## Breaking the bond between boron and methoxy

The molecule R–OCH₃ is split into R, a radical with its odd electron on boron, and the methoxy radical. In the name of R, the star marks the broken bond: \*B(C)Br is boron carrying CH₃ and Br. The bond energy is the column "CCSD(T), limit", and the other energy columns give each method's error relative to it.

Homolysis of the B–O bond in closed-shell molecules R–X (X = OCH₃) into the doublet radicals R and X, computed with Ansatz 0.2.0 in the gas phase at PBE0-D4/def2-TZVP geometries. Open shells are unrestricted, the functionals use the def2-TZVPP basis, and cores are frozen in the correlated calculations. In the SMILES of R, * marks the broken bond.

```
R (SMILES)       R-X  atoms on B  length of the bond broken (Å)  sum of bond angles at the radical centre of R (°)  <S^2> of R, unrestricted HF  CCSD(T), limit (kJ/mol)  PBE-D4 less CCSD(T) (kJ/mol)  r2SCANh-D4 less CCSD(T) (kJ/mol)  B2PLYP less CCSD(T) (kJ/mol)  CCSD(T)/def2-SVP less CCSD(T) (kJ/mol)  CCSD/limit less CCSD(T) (kJ/mol)
   *B(C)Br  C2H6BBrO      Br C O                          1.334                                                126                        0.755                    604.3                         -32.4                             -45.4                         -22.7                                   -13.0                             -11.4
   *B(S)Br  CH4BBrOS      Br O S                          1.339                                                125                        0.759                    576.5                         -34.5                             -45.6                         -23.6                                   -15.3                             -10.6
  *B(Cl)Cl  CH3BCl2O     Cl Cl O                          1.331                                                125                        0.756                    591.1                         -30.5                             -41.8                         -19.5                                    -9.6                              -7.5
    *B(N)F   CH5BFNO       F N O                          1.359                                                123                        0.754                    589.6                         -38.9                             -44.1                         -23.8                                   -14.7                              -8.7
       *BO    CH5BO2       H O O                          1.356                                                121                        0.754                    602.3                         -31.7                             -42.4                         -20.9                                   -14.0                              -6.9
    *B(N)O   CH6BNO2       N O O                          1.374                                                123                        0.754                    581.8                         -39.2                             -44.8                         -24.3                                   -15.6                              -9.0
```

**1. Why are all six bonds so strong?**

The bond energies run from 577 to 604 kJ/mol, far above the roughly 350 kJ/mol of an ordinary C–O single bond. Oxygen is much more electronegative than boron, which makes the σ bond strongly polar. Three-coordinate boron also has an empty p orbital, into which oxygen donates a lone pair. Homolysis gives up both contributions. Alkoxyboranes serve as boron sources for doped films, and bonds this strong make thermal B–O homolysis an unlikely first step there.

**2. What happens to the empty orbital when methoxy leaves?**

It stays. Two-coordinate boron has only one bond angle, and in R it lies between 121° and 126°, so the radical is bent. In such a radical the odd electron occupies a hybrid orbital in the molecular plane, where the broken bond used to be. The p orbital perpendicular to that plane remains empty, and the other neighbours can still donate into it.

**3. Which neighbours weaken the bond, and why?**

Pairs of rows that differ in one group answer this best. Replacing H by NH₂ beside OH lowers the bond energy by 20.5 kJ/mol, and replacing CH₃ by SH beside Br lowers it by 27.8 kJ/mol. Replacing F by OH beside NH₂ lowers it by only 7.8 kJ/mol. In each pair the newcomer is the better lone-pair donor.

Two limiting cases show why donation should matter. If the neighbours donate nothing, methoxy has the p orbital to itself, and its departure costs the full π stabilisation. If a neighbour could fill the orbital alone, methoxy would add no π bonding, and only the σ bond would be lost. Real neighbours lie between these limits: they share the orbital with methoxy in the molecule and donate more once methoxy has gone. On this picture, a better donor repays more of the cost of breaking the bond. The three pairs agree with it but do not isolate π donation, since a new group also changes the σ bond. Nor do they rank the donors. SH has a larger effect than NH₂, which usually donates better to boron, but the two replace different groups and sit beside different neighbours.

**4. Can one number stand for a good donor?**

The simplest model has two levels, one for molecules with NH₂ or SH on boron and one for those without. A least-squares fit to all six rows puts the bonds without these groups at 599 kJ/mol and lowers the others by 17 ± 6 kJ/mol. The grouping was chosen with the table in view, so the fit summarises the donor picture and does not prove it.

A fairer trial predicts a row that is kept out of the fit. For \*B(S)Br, the estimate is then the mean of the two NH₂ rows:

$$\frac{589.6+581.8}{2}=585.7\ \text{kJ/mol}.$$

The computed value is 576.5 kJ/mol, so the estimate is about 9 kJ/mol too high. With each row left out in turn, the typical (rms) miss is 8 kJ/mol, against 12 for simply quoting the mean of the other rows. The model also puts \*B(Cl)Cl too high. Uncounted donation by chlorine is not a sure explanation: the model ignores the OH group of \*BO too, yet does not put that bond too high.

**5. Is the longer bond the weaker one?**

Not reliably. NH₂ in place of H lengthens the B–O bond by 0.018 Å, as it should if methoxy loses part of its π bonding. SH in place of CH₃ lengthens it by only 0.005 Å, yet weakens it more. A straight line in bond length predicts left-out rows even less well than their plain mean does.

One reason is that length belongs to the intact molecule, whereas bond energy also depends on how well the radical copes afterwards. SH may act mainly by stabilising R, but that is a guess, since the bond energy does not separate the two sides.

**6. What would change with a cheaper method?**

Every bond would come out too weak. On average r2SCANh-D4 falls short of CCSD(T) by 44 kJ/mol, PBE-D4 by 35 and B2PLYP by 22. B2PLYP comes closest even though it carries no dispersion correction. In \*B(C)Br that correction adds about 9 kJ/mol to the PBE bond energy, because the whole molecule has more internal attraction than its two separated parts.

Coupled cluster also falls short when it is truncated. Leaving out the triples costs 9 kJ/mol on average, and keeping them but using the small def2-SVP basis costs 14. The bonding pair is close together in the molecule and separated in the fragments, so the molecule normally has more correlation energy to lose when the treatment is incomplete. In def2-SVP the Hartree–Fock part of the bond energy is not converged either.

**7. Can a method with a large error still compare neighbours?**

Yes, if its error is nearly the same in every row. A perfectly constant error would vanish from every difference between two bond energies. Some constancy is plausible here, because each reaction breaks the same kind of bond and releases the same methoxy radical.

The test is to learn a constant correction from five rows and apply it to the sixth. The largest miss is then about 3 kJ/mol for r2SCANh-D4, 4 for B2PLYP and 6 for PBE-D4. The functional with the largest average error is thus among the more even ones. Its lead over B2PLYP is too small to trust: in the two bromine rows, the reference and the B2PLYP value both correlate bromine's outer core in basis sets not designed for it. PBE-D4 is less even because it exaggerates the effect of NH₂: it makes the change from H to NH₂ 28 kJ/mol, where CCSD(T) gives 20.5.

**8. Which digits can be trusted?**

The decimals should not be used to rank close neighbours. \*B(C)Br lies 2.0 kJ/mol above \*BO, but the order of these two is open. The limit is itself an estimate, with the step from MP2 to CCSD(T) taken from a triple-zeta basis. In addition, bromine's 3d shell was correlated in basis sets that lack functions designed for it. In the data makers' tests on other systems, this kind of treatment moved the CCSD(T) limit by up to about 4 kJ/mol per bond. The calculations here do not measure the shift, which may be smaller because bromine is not part of the bond being broken. The weakening from CH₃ to SH is safer: bromine stays on boron in both molecules and both radicals, so much of that uncertainty should cancel.

The small change from F to OH needs more caution, because only one conformer of each molecule was used and it need not be the lowest. For comparison with experiment, even the tens digit can shift. These are electronic energies without thermal or spin–orbit terms, and zero-point motion would lower them by something of the order of 10 kJ/mol, since breaking a bond turns vibrations into free motion of the fragments. The effects of NH₂ and SH are probably large enough to keep their sign; their exact sizes are less certain.
